A hybrid functional replaces part of an approximate exchange by exact exchange, and the size of that part is a choice. Here the approximate exchange is that of the PBE functional, and the exact share is varied from 0 to 50 % for one CoF₃ molecule, with every atom held in place. The columns homo and lumo give the highest occupied and the lowest empty orbital level, and homo lumo gap is their distance.

Orbital levels of an isolated, neutral CoF₃ molecule in a closed-shell singlet state, from restricted Kohn–Sham calculations with Ansatz 0.2.0 in the def2-TZVP basis. The functional is PBE with the stated percentage of its exchange replaced by exact exchange. All rows use the same PBE0-D4/def2-TZVP geometry.

| exact exchange (%) | homo (eV) | lumo (eV) | homo lumo gap (eV) |
| --- | --- | --- | --- |
| 0 | -7.161 | -6.363 | 0.798 |
| 5 | -7.773 | -6.139 | 1.634 |
| 10 | -8.383 | -5.908 | 2.475 |
| 15 | -8.990 | -5.672 | 3.318 |
| 25 | -10.183 | -5.181 | 5.003 |
| 35 | -11.340 | -4.665 | 6.675 |
| 50 | -12.989 | -3.843 | 9.146 |

### First row: is this small gap a property of CoF₃?

Only of one particular electronic state of it. All electrons were forced into pairs, whereas the real molecule is known to have four unpaired electrons and a planar shape, not the shallow pyramid used here. The gap of 0.798 eV therefore describes an imposed closed shell. The same state is followed down the whole table, so the rows can be compared with one another, though not with a measurement on the molecule.

### From 0 to 10 %: which level moves more, and why do the two part?

The homo falls by about 1.2 eV and the lumo rises by less than 0.5 eV. Theory explains the opposite signs. In a density functional each electron is repelled by the total charge cloud, to which it contributes itself. Exact exchange removes this self-repulsion completely and PBE exchange only in part, so an occupied level sinks as exact exchange is mixed in.

An empty orbital contributes nothing to the cloud and has no self-repulsion to lose. PBE nevertheless offers it the same attractive exchange potential as the occupied orbitals. Exact exchange makes that distinction and gives the empty orbital less attraction, so its level rises.

If leftover self-repulsion is at work, tightly packed orbitals should respond most. The 1s levels of the same calculations fit this: over the same 10 % the cobalt 1s level sinks by 19 eV and the fluorine 1s levels by 5.5 eV. Compactness is not the whole account, though: the cobalt 2s and 2p levels sink somewhat more than the fluorine 1s levels, although the fluorine 1s orbital is the smaller one. Exchange with the other electrons changes too, and the whole charge cloud readjusts at the same time, so the comparison supports the explanation without isolating it.

### Down to 25 %: can two rows predict a third?

They can if the orbitals hardly change. The exchange operator is then a plain mixture, and the level $\varepsilon_i$ of orbital $i$ moves in proportion to the share $a$ of exact exchange:

$$\varepsilon_i(a)\approx\varepsilon_i(0)+a\,s_i$$

For unchanged orbitals the slope $s_i$ is the difference between exact and PBE exchange as felt by orbital $i$. Taken from two computed rows, it also contains the first, proportional part of the charge cloud's readjustment.

For the gap, the first two rows give a slope of $(1.634-0.798)/5=0.1672$ eV per percentage point. At 25 % this predicts $0.798+25\times0.1672=4.98$ eV, against a computed 5.003 eV that played no part in the estimate. Carried on to 50 %, the same line stays within 0.03 eV of every gap. The output after the text lists its misses, together with those for the two levels and a straight-line fit to all seven gaps.

### From 25 to 50 %: are the levels themselves as straight as the gap?

They are not. Lines drawn through the first two rows put both the homo and the lumo about 0.3 eV too low at 50 %. The fall of the homo slows down while the rise of the lumo speeds up, so both curves bend upwards. In the gap, which is a difference, the two bends nearly cancel.

The bending itself is expected, since the orbitals change their shape as the functional changes. Nothing in the argument demands that two different orbitals bend by the same amount, and the close match may be an accident of this molecule. A straight gap is therefore no evidence that the orbitals have stayed the same.

### Last row: does a gap of 9 eV show that the closed shell is stable?

It does not; stability needs a test of its own. All seven calculations include a stability check, and each reports a minimum, with a gap of 0.8 eV as with one of 9 eV. The bare word "minimum" does not tell whether the spins were free to separate in that check. A warning supplied with the data calls restricted states of this kind unstable towards such a separation, but it rests on tests of other systems, not on these runs.

Nor does a minimum exclude a lower state elsewhere. The closed shell followed here may not even be the lowest singlet, and the real molecule has four unpaired electrons. A wide orbital gap settles none of this. Lifting an electron from the homo to the lumo leaves a hole behind, and the attraction between the two lowers the cost below the gap. In a hybrid functional this attraction enters in proportion to the share of exact exchange, so the gap and the amount to be subtracted from it grow together.

### Across all rows: how many digits mean something?

That depends on the question. For comparing neighbouring rows, hundredths of an electronvolt are useful, because everything but the functional is held fixed. As a statement about the molecule, even the first digit hangs on the choice of functional: one percentage point of exact exchange shifts the gap by 0.17 eV, and the step from 0 to 25 % makes it six times as large. Spin–orbit coupling, which can split near-degenerate levels, is left out in every row.

Nor can this slope be carried over to another pair of levels as a universal correction. Between 0 and 35 % the lumo rises by 1.7 eV, but the next empty level above it and its near-degenerate partner rises by only 0.8 eV. The slope belongs to the orbital as much as to the functional. For a neighbouring case, the sensible guess is the same pair of signs, with a fall that tends to be steeper where the occupied orbital is much more compact.

### Which row should be believed?

The orbital levels cannot decide this among themselves, since they change smoothly and no share stands out. An outside condition is needed. In exact theory the homo of the true ground state equals minus the ionisation energy, which can also be computed as the total energy of the cation less that of the neutral molecule. The share at which both routes agree is a reasoned choice for the homo; the anion provides a similar condition for the electron affinity, and one share need not satisfy both.

For CoF₃ the order of work matters. First find the lowest spin state and its geometry, then compute the ions, and only then tune the share. Tuning the closed shell of this table would adjust the functional to the wrong state.

The analysis program printed:

```
Slope since the row before (eV per percentage point) and miss of the first-step line (line less value, eV):
  row  HOMO slope  LUMO slope  gap slope  HOMO miss  LUMO miss  gap miss
    0         n/a         n/a        n/a          0          0         0
    5     -0.1224      0.0448     0.1672          0          0         0
   10      -0.122      0.0462     0.1682     -0.002     -0.007    -0.005
   15     -0.1214      0.0472     0.1686     -0.007     -0.019    -0.012
   25     -0.1193      0.0491     0.1685     -0.038     -0.062    -0.025
   35     -0.1157      0.0516     0.1672     -0.105      -0.13    -0.025
   50     -0.1099      0.0548     0.1647     -0.292      -0.28     0.012
Fall of the HOMO from 0 to 50 % (eV): 5.828
Rise of the LUMO from 0 to 50 % (eV): 2.52
Opening of the gap from 0 to 50 % (eV): 8.348
Part of the opening that the HOMO supplies (%): 69.81
Gap at 25 % over gap at 0 % (ratio): 6.269
Largest miss of the first-step line for the gap (eV): 0.025
Largest error of that line at 50 % from rounding to 0.001 eV alone (eV): 0.01
fit of homo_lumo_gap on 7 rows: constant 0.8055 +/- 0.0089, coefficient of x 0.1672 +/- 0.00034; rms 0.0127, worst 50 0.0203, leave-one-out rms 0.024
Fall of the Co 1s level from 0 to 10 % (eV): 19.15
Fall of the F 1s levels from 0 to 10 % (eV): 5.49
Fall of the HOMO from 0 to 10 % (eV): 1.222
Rise of the next empty level above the LUMO pair from 0 to 35 % (eV): 0.776
Rise of the LUMO from 0 to 35 % (eV): 1.698
```
